## Characteristic speeds of the phonon moment hierarchy

Fourier's law carries heat at infinite speed, while the phonon Boltzmann equation carries it no faster than the group velocity $v$. Moment systems lie between the two. Truncating the gray, plane-symmetric Boltzmann equation at Legendre order $N$ gives a strictly hyperbolic system whose signal speeds are $v$ times the roots of $P_{N+1}$, and whose plane waves obey a terminating continued fraction.

### Premises and the gray equation

1. Phonons have one isotropic linear dispersion $\omega=v|\mathbf q|$ in three dimensions.
2. Fields depend on $x$ and $t$ only, and on the direction of $\mathbf q$ only through $\mu=\cos\theta=q_x/|\mathbf q|$.
3. Collisions follow Callaway's two-relaxation model with frequency-independent times: resistive processes ($\tau_R$) conserve energy, normal processes ($\tau_N$) conserve energy and crystal momentum.
4. Deviations from equilibrium at $T_0$ are small.

The occupation $f$ obeys
$$\partial_t f+v\mu\,\partial_x f=-\frac{f-f_R}{\tau_R}-\frac{f-f_N}{\tau_N},$$
where $f_R$ is a Bose distribution at $T_0+\delta T$ and $f_N=[\exp(\hbar\omega(1-u_d\mu/v)/k_BT)-1]^{-1}$ is the one drifting at velocity $u_d$. Multiply by $\hbar\omega D(\omega)$, with $D$ the density of states per volume, integrate over $\omega$, subtract the equilibrium value and call the result $g(x,\mu,t)$. With $\langle\cdot\rangle=\tfrac12\int_{-1}^{1}d\mu$, the excess energy density is $u_0=\langle g\rangle$, the heat flux is $q=vu_1$ with $u_1=\langle\mu g\rangle$, and the momentum density is $u_1/v$, because each phonon carries momentum $(\hbar\omega/v)\mu$ along $x$.

In direction $\mu$, $f_N$ is a Bose function at temperature $T/(1-u_d\mu/v)\approx T_0+\delta T+T_0u_d\mu/v$. The two targets therefore become $g_R=C\,\delta T$ and $g_N=C\,\delta T+CT_0u_d\mu/v$, with $C$ the heat capacity per volume. Energy conservation fixes $C\,\delta T=u_0$. Momentum conservation, $\langle\mu g_N\rangle=u_1$ with $\langle\mu^2\rangle=1/3$, fixes $CT_0u_d/v=3u_1$. With $1/\tau=1/\tau_R+1/\tau_N$,
$$\partial_t g+v\mu\,\partial_x g=-\frac{g}{\tau}+\frac{u_0}{\tau}+\frac{3\mu u_1}{\tau_N}.\tag{1}$$

### The hierarchy and its truncation

Let $u_n=\langle P_n g\rangle$. Since $\langle P_mP_n\rangle=\delta_{mn}/(2n+1)$, the expansion is $g=\sum_n(2n+1)u_nP_n(\mu)$. Project (1) on $P_n$ and use $(2n+1)\mu P_n=(n+1)P_{n+1}+nP_{n-1}$:
$$\partial_tu_n+v\left[\frac{n+1}{2n+1}\partial_xu_{n+1}+\frac{n}{2n+1}\partial_xu_{n-1}\right]=-\nu_nu_n,\tag{2}$$
$$\nu_0=0,\qquad \nu_1=\frac1\tau-\frac1{\tau_N}=\frac1{\tau_R},\qquad \nu_{n\ge2}=\frac1\tau .$$
Each equation involves the next moment. The closure of order $N$ sets $u_{N+1}=0$ and keeps $n=0,\dots,N$.

Rescale to the orthonormal functions $p_n=\sqrt{2n+1}\,P_n$ and amplitudes $a_n=\sqrt{2n+1}\,u_n$. Multiplying (2) by $\sqrt{2n+1}$ turns the two coefficients into $(n+1)/\sqrt{(2n+1)(2n+3)}$ and $n/\sqrt{(2n-1)(2n+1)}$, which are $b_{n+1}$ and $b_n$ of one sequence:
$$\partial_t\mathbf a+vJ\,\partial_x\mathbf a=-\mathrm{diag}(\nu_n)\,\mathbf a,\qquad J_{n,n-1}=J_{n-1,n}=b_n=\frac{n}{\sqrt{4n^2-1}}.\tag{3}$$
All other elements vanish, and $J_{mn}=\langle p_m\,\mu\,p_n\rangle$. Because $J$ is symmetric, $\mathbf a\cdot J\partial_x\mathbf a$ is a total derivative, so $\tfrac{d}{dt}\int\tfrac12|\mathbf a|^2dx=-\int\sum_n\nu_na_n^2\,dx\le0$ for localised data. Every truncation is stable.

### Characteristic speeds

A discontinuity $[\mathbf a]$ moving at speed $V$ must satisfy $(vJ-V)[\mathbf a]=0$, since the bounded collision term cannot balance the delta functions produced by the derivatives. The signal speeds are thus $V=v\lambda$ with $\lambda$ an eigenvalue of $J$, whatever the collision rates.

*Eigenvalues.* The recurrence in orthonormal form is $\lambda p_n(\lambda)=b_{n+1}p_{n+1}(\lambda)+b_np_{n-1}(\lambda)$. In $J\mathbf y=\lambda\mathbf y$, rows $0$ to $N-1$ are this recurrence, and since every $b_n>0$ they fix $y_n=y_0\,p_n(\lambda)$ with $y_0\ne0$. Row $N$ lacks the term $b_{N+1}p_{N+1}$, so it holds only if that term vanishes:
$$P_{N+1}(\lambda_k)=0,\qquad V_k=v\lambda_k.\tag{4}$$

*Strict hyperbolicity.* A real symmetric matrix has a full set of real eigenvectors, and each eigenspace here is one-dimensional. There are $N+1$ distinct real speeds.

*Symmetry.* With $S=\mathrm{diag}((-1)^n)$, $SJS=-J$. Speeds come in pairs $\pm V$, and an even $N$ has one zero speed.

*Causality.* For $\phi=\sum_{n\le N}y_np_n$, the Rayleigh quotient is $\mathbf y^TJ\mathbf y/|\mathbf y|^2=\langle\mu\phi^2\rangle/\langle\phi^2\rangle$, which lies strictly between $-1$ and $1$. No truncation exceeds $v$.

*Monotonicity.* $\lambda_{\max}$ is the maximum of this quotient over polynomials of degree $N$, so it cannot fall as $N$ grows. Equality would make $P_{N+1}$ and $P_{N+2}$ share a root, which the recurrence would carry down to $P_0=1$. The rise is strict.

The first cases follow from $P_2\propto3\lambda^2-1$, $P_3\propto\lambda(5\lambda^2-3)$ and $P_4\propto35\lambda^4-30\lambda^2+3$:

- $N=1$: $\lambda=\pm1/\sqrt3=\pm0.5774$.
- $N=2$: $\lambda=0$ and $\pm\sqrt{3/5}=\pm0.7746$.
- $N=3$: $\lambda^2=(15\pm2\sqrt{30})/35$, so $\lambda=\pm0.8611$ and $\pm0.3400$.

### Weights and the limit $N\to\infty$

The normalised eigenvectors are $y^{(k)}_n=\sqrt{w_k}\,p_n(\lambda_k)$ with $1/w_k=\sum_{n=0}^Np_n(\lambda_k)^2$, and the spectral theorem gives $(J^m)_{00}=\sum_kw_k\lambda_k^m$. The element $(J^m)_{00}$ is a sum over paths of $m$ unit steps from level $0$ back to level $0$, which reach no higher than $m/2$. For $m\le2N+1$ the truncation is never felt, and the untruncated matrix represents multiplication by $\mu$:
$$\sum_kw_k\lambda_k^m=\langle\mu^m\rangle,\qquad m\le2N+1.\tag{5}$$
This is Gauss–Legendre quadrature with $\sum_k w_k=1$. The system of order $N$ is equivalent to $N+1$ discrete phonon beams at directions $\mu=\lambda_k$. Taking $m=2N$ gives $1/(2N+1)\le\lambda_{\max}^{2N}$, hence
$$(2N+1)^{-1/2N}\le\lambda_{\max}<1 .$$
The lower bound tends to $1$, so the fastest speed tends to $v$ from below.

The rate follows from the Legendre equation. With $n=N+1$, $Y=\sqrt{\sin\theta}\,P_n(\cos\theta)$ satisfies $Y''+[(n+\tfrac12)^2+1/(4\sin^2\theta)]Y=0$, while $Z=\sqrt\theta\,J_0(\beta\theta)$, with $J_0$ the Bessel function, satisfies $Z''+[\beta^2+1/(4\theta^2)]Z=0$. Both start as $\sqrt\theta$. Since $1/(4\sin^2\theta)-1/(4\theta^2)=1/12+O(\theta^2)$, the first zero of $Y$ is close to $j/\beta$, where $j=2.4048$ is the first zero of $J_0$ and $\beta^2=(N+\tfrac32)^2+\tfrac1{12}$:
$$\lambda_{\max}\approx\cos\frac{j}{\beta},\qquad1-\lambda_{\max}\to\frac{j^2}{2(N+3/2)^2}=\frac{2.89}{(N+3/2)^2}.\tag{6}$$
For $N=3$ the cosine gives 0.86113 against the root 0.86114. The speed comes within 1 % of $v$ first at $N=16$ ($\lambda_{\max}=0.9906$, against 0.9894 at $N=15$). Away from the ends the equation for $Y$ is nearly harmonic, so zeros are spaced by about $\pi/\beta$ in $\theta$ and the speeds fill $(-v,v)$ densely.

### Strength and decay of the fronts

Let $\chi_k=\mathbf y^{(k)}\cdot\mathbf a$. Then $\partial_t\chi_k+v\lambda_k\partial_x\chi_k=-\sum_lG_{kl}\chi_l$ with $G_{kl}=\sum_n\nu_ny^{(k)}_ny^{(l)}_n$. An isotropic plane pulse, $u_0=E\,\delta(x)$ at $t=0$, gives $\chi_k=\sqrt{w_k}\,E\,\delta(x)$, and $u_0=\sum_k\sqrt{w_k}\chi_k$. A delta function in $\chi_l$ feeds only a finite step into $\chi_k$, because the two characteristics cross at a finite angle. The singular part of $u_0$ is therefore $E\sum_kw_ke^{-\gamma_kt}\delta(x-v\lambda_kt)$ with $\gamma_k=G_{kk}$. Using $\sum_n(y_n^{(k)})^2=1$, $(y_0^{(k)})^2=w_k$ and $(y_1^{(k)})^2=3w_k\lambda_k^2$,
$$\gamma_k=\frac{1-w_k}{\tau}-\frac{3w_k\lambda_k^2}{\tau_N}.\tag{7}$$
For $N=1$, $w=1/2$ and $\gamma=1/2\tau_R$. For the fast pair at $N=2$, $w=5/18$ and $\gamma=13/18\tau_R+2/9\tau_N$. As $N\to\infty$ each $w_k\to0$ and $\gamma_k\to1/\tau$. The unscattered part of the solution of (1) is $g=E\,e^{-t/\tau}\delta(x-v\mu t)$, whose angular average is a flat profile $E\,e^{-t/\tau}/(2vt)$ for $|x|<vt$. The comb of a truncated system is a quadrature of this profile, and without collisions it reproduces the spatial moments $\int x^mu_0\,dx$ up to $m=2N+1$ by (5). Individual teeth have no counterpart in (1).

### Dispersion relation

Take $a_n\propto e^{i(kx-\omega t)}$, where $\omega$ now denotes the frequency of the thermal wave, and set $\kappa=kv$, $s_n=\nu_n-i\omega$. Equation (3) becomes
$$s_na_n+i\kappa\,(b_{n+1}a_{n+1}+b_na_{n-1})=0 .$$
Define $K_n$ by $a_n/a_{n-1}=-i\kappa b_n/K_n$. Dividing row $n$ by $a_n$ and inserting the definition for $n$ and $n+1$ gives $K_n=s_n+\kappa^2b_{n+1}^2/K_{n+1}$. The closure gives $K_N=s_N$, and row $0$ gives $s_0+\kappa^2b_1^2/K_1=0$:
$$-i\omega+\cfrac{\tfrac13\kappa^2}{s_1+\cfrac{\tfrac4{15}\kappa^2}{s_2+\cfrac{\tfrac9{35}\kappa^2}{s_3+\cdots+\cfrac{b_N^2\kappa^2}{s_N}}}}=0,\qquad b_n^2=\frac{n^2}{4n^2-1}\to\frac14.\tag{8}$$
Cleared of fractions this is $\det[\mathrm{diag}(s_n)+i\kappa J]=0$. For $\omega\tau\to\infty$ all $s_n\to-i\omega$, the condition becomes $\det(\omega-\kappa J)=0$, and the phase velocities tend to the speeds (4).

*Order 1.* $\kappa^2=3\omega^2(1+i/\omega\tau_R)$. This is Cattaneo's equation $\tau_R\partial_tq+q=-\tfrac13v^2\tau_R\,\partial_xu_0$, and Fourier diffusion with diffusivity $v^2\tau_R/3$ for $\omega\tau_R\ll1$.

*Order 2.* Equation (8) is linear in $\kappa^2$:
$$\kappa^2=\frac{3\omega^2(1+i/\omega\tau_R)}{1-\tfrac45\,i\omega/s_2}.\tag{9}$$
For $\omega\tau\ll1$, $s_2\approx1/\tau$, which adds $\tfrac4{15}v^2\tau\,\partial_x^2q$ to the equation for $\partial_tq$, a viscous term of Guyer–Krumhansl type. Deeper levels change $K_2$ only by the relative amount $\sim\kappa^2\tau^2$. For every $N\ge2$, to first order in $1/\omega\tau_R$ and $\omega\tau$,
$$k=\frac{\sqrt3\,\omega}{v}\left[1+i\left(\frac1{2\omega\tau_R}+\frac25\omega\tau\right)\right].\tag{10}$$
This is second sound. The speed $v/\sqrt3$ is thus a property of (1) itself in the window $1/\tau_R\ll\omega\ll1/\tau$, whereas $0.7746\,v$ and $0.8611\,v$ belong to particular closures. The bracket in (10) is smallest at $\omega^2=5/(4\tau\tau_R)$, where it equals $2\sqrt{\tau/5\tau_R}$. An amplitude loss below a factor $e$ per wavelength needs $2\pi$ times this to be under $1$, that is $\tau_R/\tau>16\pi^2/5\approx32$.

*Infinite order.* Let $s=1/\tau-i\omega$. If all $s_n$ are replaced by $s$, the reciprocal of the fraction in (8) is
$$F_N=[(s+i\kappa J)^{-1}]_{00}=\sum_k\frac{w_k}{s+i\kappa\lambda_k}\;\longrightarrow\;F=\Big\langle\frac1{s+i\kappa\mu}\Big\rangle=\frac1\kappa\arctan\frac\kappa s .$$
The limit holds whenever $is/\kappa$ lies off the segment $[-1,1]$: the integrand is then continuous and uniformly approximated by polynomials, which (5) integrates exactly with positive weights. The tail $K_2$ is common to $F$ and to (8). From $1/F=s+\tfrac13\kappa^2/(s+\tfrac4{15}\kappa^2/K_2)$ and $s_1=s-1/\tau_N$ one finds $K_1=\kappa^2F/[3(1-sF)]-1/\tau_N$. Inserting this in $-i\omega K_1+\kappa^2/3=0$, multiplying by $3(1-sF)/\kappa^2$ and using $-i\omega=s-1/\tau$ gives
$$1-\frac F\tau+\frac{3i\omega\,(1-sF)}{\kappa^2\tau_N}=0.\tag{11}$$
The same condition results from solving (1) for $g$ and demanding consistency of $u_0$ and $u_1$. The poles of $F_N$ at $s=-i\kappa\lambda_k$ merge into the branch cut of $F$, the continuum of free beams with $\omega=\kappa\mu-i/\tau$. For $\tau_N\to\infty$ and real $k$, (11) gives $-i\omega=\kappa\cot\kappa\tau-1/\tau$, which reduces to $-\kappa^2\tau/3$ at small $k$ and exists on the principal branch only for $\kappa\tau<\pi/2$. At shorter wavelength only the continuum is left.

Deep in the fraction the recursion is $K\mapsto s+\kappa^2/4K$, with attracting fixed point $K^*=\tfrac12(s+\sqrt{s^2+\kappa^2})$, the root being taken so that $|K^*|$ is the larger. Each added level multiplies the truncation error by the slope $-\kappa^2/4K^{*2}$. For real $s=\kappa$, $sF=\pi/4=0.7854$ and $sF_N=0.7500,\ 0.7917,\ 0.7843$ for $N=1,2,3$. Successive error ratios are $-0.177$ and $-0.173$, approaching $-(1+\sqrt2)^{-2}=-0.172$. As $is/\kappa$ nears the cut, which is the ballistic regime, the slope approaches unit modulus and convergence is slow.

### Range of validity

The speeds (4) depend only on premises 1 and 2 and on the closure $u_{N+1}=0$. Frequency-dependent relaxation times leave them unchanged if each phonon frequency is expanded separately, since streaming does not mix frequencies. They do change (7) to (11). With several isotropic branches the streaming matrix is block diagonal and the speeds are $v_\alpha\lambda_k$ for each branch $\alpha$. Closures nonlinear in the moments give state-dependent speeds. For phonons confined to a plane the angular basis is $\cos n\varphi$, the couplings are $b_1^2=1/2$ and $b_{n\ge2}^2=1/4$, and the same argument gives the roots of the Chebyshev polynomial $T_{N+1}$. Plane symmetry needs a source wide compared with the path, and side walls are absent from (1). A low order is adequate when $\omega\tau\ll1$ and $|k|v\tau\ll1$. Outside that range a feature travelling at $v\lambda_k$ is a product of the truncation.

### Illustration: a heat pulse in LiF at 7 K

The compiled inputs are the room-temperature lattice constant $a=4.028$ Å (NSF PAR listing "Compression behavior of lithium fluoride"), the Debye temperature $\Theta=732$ K (Råsander 2015), and $C_{11}=113.55$, $C_{12}=47.6$, $C_{44}=63.5$ GPa (Oses 2018), the last two sets with no temperature stated. They are used without correction to 7 K. The cubic cell has $a^3=65.35$ Å$^3$, four formula units and eight atoms. With approximate atomic masses 6.9 and 19 u, $M=25.9$ u and $\rho=4M/a^3=2632$ kg m$^{-3}$.

*Gray velocity.* The Debye wave number is $k_D=(6\pi^2\cdot8/a^3)^{1/3}=1.935$ Å$^{-1}$ and $\omega_D=k_B\Theta/\hbar=9.583\times10^{13}$ s$^{-1}$, so $v=\omega_D/k_D=4.95$ km/s. The heat-capacity weight $\xi^4e^\xi/(e^\xi-1)^2$, with $\xi$ the phonon energy over $k_BT$, peaks at $\xi=3.83$. Taking $\xi=4$ at 7 K gives a phonon frequency $\Omega=3.67\times10^{12}$ s$^{-1}$, which is $0.038\,\omega_D$, and a wavelength $2\pi v/\Omega=8.5$ nm, so linear dispersion holds.

*Relaxation times.* At $T/\Theta=0.0096$ umklapp processes are frozen out. In an otherwise perfect crystal of natural composition $\tau_R$ is set by lithium mass disorder, for which the Rayleigh rate in the Debye model is taken as given:
$$\frac1{\tau_R}=\frac{V_c\,\Gamma\,\Omega^4}{4\pi v^3},\qquad\Gamma=y(1-y)\left(\frac{\Delta M}{M}\right)^2 .$$
The primitive cell volume is $V_c=a^3/4=16.34$ Å$^3$, and $M$ is the cell mass because both ions move together at long wavelength. An approximate fraction $y=0.075$ of the lighter lithium isotope and $\Delta M\approx1$ u give $\Gamma=1.03\times10^{-4}$, a rate of $2.0\times10^5$ s$^{-1}$ and $\tau_R=5.0$ µs. The normal time is an assumed, illustrative $\tau_N=3.0$ µs. Then $1/\tau=0.533$ µs$^{-1}$ and $v\tau=9.3$ mm, close to an assumed path $L=10$ mm.

The table gives the model's leading front for an isotropic plane pulse, observed at $L$, with arrival time $t_1=L/v\lambda_{\max}$ and the share $we^{-\gamma t_1}$ of the pulse energy left in that front.

| $N$ | $\lambda_{\max}$ | speed (km/s) | $t_1$ (µs) | $w$ | $\gamma$ (µs$^{-1}$) | $we^{-\gamma t_1}$ |
|---|---|---|---|---|---|---|
| 1 | 0.5774 | 2.86 | 3.50 | 0.500 | 0.10 | 0.35 |
| 2 | 0.7746 | 3.83 | 2.61 | 0.278 | 0.22 | 0.16 |
| 3 | 0.8611 | 4.26 | 2.35 | 0.174 | 0.31 | 0.084 |
| 5 | 0.9325 | 4.62 | 2.17 | 0.0857 | 0.41 | 0.035 |
| 9 | 0.9739 | 4.82 | 2.07 | 0.0333 | 0.48 | 0.012 |
| $\infty$ | 1 | 4.95 | 2.02 | 0 | 0.53 | 0 |

At $N=3$ the slower front, at 1.68 km/s, arrives at 5.94 µs. In (1) the signal starts at 2.02 µs as a finite step, when a fraction $e^{-L/v\tau}=0.34$ of the phonons is still unscattered. The strong front at 3.50 µs for $N=1$ is not second sound: $\tau_R/\tau=2.7$ is far below 32, and a window would need $\tau$ below about 0.16 µs. For a pulse 0.1 µs long, the lag $t_1-L/v$ drops below the pulse length at $N=7$ (0.084 µs, against 0.108 µs at $N=6$). Later teeth are harder to hide. Their spacing in time is $(L/v)\,\pi\sin\theta/(\beta\lambda^2)$, or $15.5$ µs$/\beta$ at $\lambda^2=1/3$, which reaches 0.1 µs only at $\beta\approx155$.

Two neglected effects rival the truncation shifts in the table. The first is the branch structure. Along [100] the elastic constants give $v_L=\sqrt{C_{11}/\rho}=6.57$ km/s and $v_T=\sqrt{C_{44}/\rho}=4.91$ km/s, with transit times 1.52 and 2.04 µs. The gray limit lies within about 1 % of the transverse time but is 33 % later than the longitudinal one, a shift larger than that between $N=3$ and $N=\infty$. The longitudinal branch holds a minor share of the energy. For a unit wave normal $\mathbf n$, $\rho v_L^2\ge C_{11}+2(C_{12}+2C_{44}-C_{11})\sum_{i<l}n_i^2n_l^2\ge C_{11}$, the first bound being a Rayleigh quotient of the elastic wave matrix, so the share $\langle v_L^{-3}\rangle v^3/3$ (averaged over directions) is at most about 0.14. The slow transverse wave along [110] has $\sqrt{(C_{11}-C_{12})/2\rho}=3.54$ km/s, so isotropy is also rough. The second effect is the $\Omega^4$ law. The resistive rate changes by a factor 81 between $\xi=2$ and $\xi=6$, and a pulse 10 % hotter than the crystal raises the rate at the peak by a factor 1.46. The columns $\gamma$ and $we^{-\gamma t_1}$ are therefore the model's, good for the trend with $N$ and for order of magnitude only. As typical knowledge and not as a measurement, pulses in centimetre-size natural LiF at such temperatures show separate longitudinal and transverse ballistic arrivals and a diffusive tail, with no second-sound peak. The gray model has the tail and the missing peak, but it merges the two arrivals into one and so starts the signal late by roughly the third computed above.